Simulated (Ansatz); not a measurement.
## A series in volume scale on HgTe

Results calculated with Ansatz 0.2.0, not measured. Free energy against uniform scaling of the volume at fixed shape and fractions; periodic cell, basis, potentials, k mesh and filling as listed.

The cell before it is scaled or strained (space group I-4m2, No. 119):
```
HgTe
1.0
     -3.0456     3.0456     1.5594
      3.0456    -3.0456     1.5594
      3.0456     3.0456    -1.5594
Hg Te
1 1
Direct
  0.25000 0.75000 0.50000
  0.00000 0.00000 0.00000
```

Settings of every row: functional LDA; dispersion none; potentials PAW; wave cutoff 500 eV; density cutoff 2000 eV; k mesh 8x8x8; k shift 0x0x0; occupations fermi dirac; smearing width 0.1 eV; spin none; SCF threshold exponent -10.

Limits: coarse k mesh, up to 40 meV an atom off; minimum outside the range; no spin-orbit coupling, which can matter with elements this heavy; the cell comes from a prototype or a list of computed structures and needn't be the stable phase.

```csv
row,volume scale,V (Å³/atom),energy above lowest point (meV/atom),pressure (GPa)
1,0.94,27.193,0,-2.78
2,0.96,27.772,11.8,-3.71
3,0.98,28.35,26.7,-4.52
4,1,28.929,44.3,-5.22
5,1.02,29.508,64.2,-5.81
6,1.04,30.086,?,?
7,1.06,30.665,109.8,-6.75
```

Question: what energy above lowest point and pressure should row 6 give?

Worked fit of energy above lowest point. Take u = (V_r/V)^(2/3) − 1 with V_r = 28.639 Å³ an atom, which is twice the finite (Eulerian) strain; such expansions in the strain, on which the Birch-Murnaghan equation of state is built, carry the rest volume and the bulk modulus. The shown rows have u = 0.03514, 0.02071, 0.00678, -0.00669, -0.01973, -0.04455. Least squares give energy above lowest point = 35.16 − 1306.3 × u + 8512 × u² + 5182 × u³ meV/atom; a parabola predicts inner rows, each left out in turn, worse (root mean square 0.1 against 0.025 meV/atom). All shown rows lie on it to the printed digit. The withheld row has u = -0.03233, so the fit gives 35.16 − 1306.3 × (-0.03233) + 8512 × (-0.03233)² + 5182 × (-0.03233)³ = 86.1 meV/atom.

The calculation gave 86.1 meV/atom. The fit meets it to the printed digit.

Worked fit of pressure. Take u = (V_r/V)^(2/3) − 1 with V_r = 28.639 Å³ an atom, which is twice the finite (Eulerian) strain; such expansions in the strain, on which the Birch-Murnaghan equation of state is built, carry the rest volume and the bulk modulus. The shown rows have u = 0.03514, 0.02071, 0.00678, -0.00669, -0.01973, -0.04455. Least squares give pressure = −4.88 + 51.88 × u + 223.1 × u² GPa; a straight line predicts inner rows, each left out in turn, worse (root mean square 0.14 against 0.0057 GPa). The rows lie off it by 0.00, 0.00, 0.00, 0.00, 0.01, 0.00. The withheld row has u = -0.03233, so the fit gives −4.88 + 51.88 × (-0.03233) + 223.1 × (-0.03233)² = -6.32 GPa.

The calculation gave -6.32 GPa. The fit meets it to the printed digit.
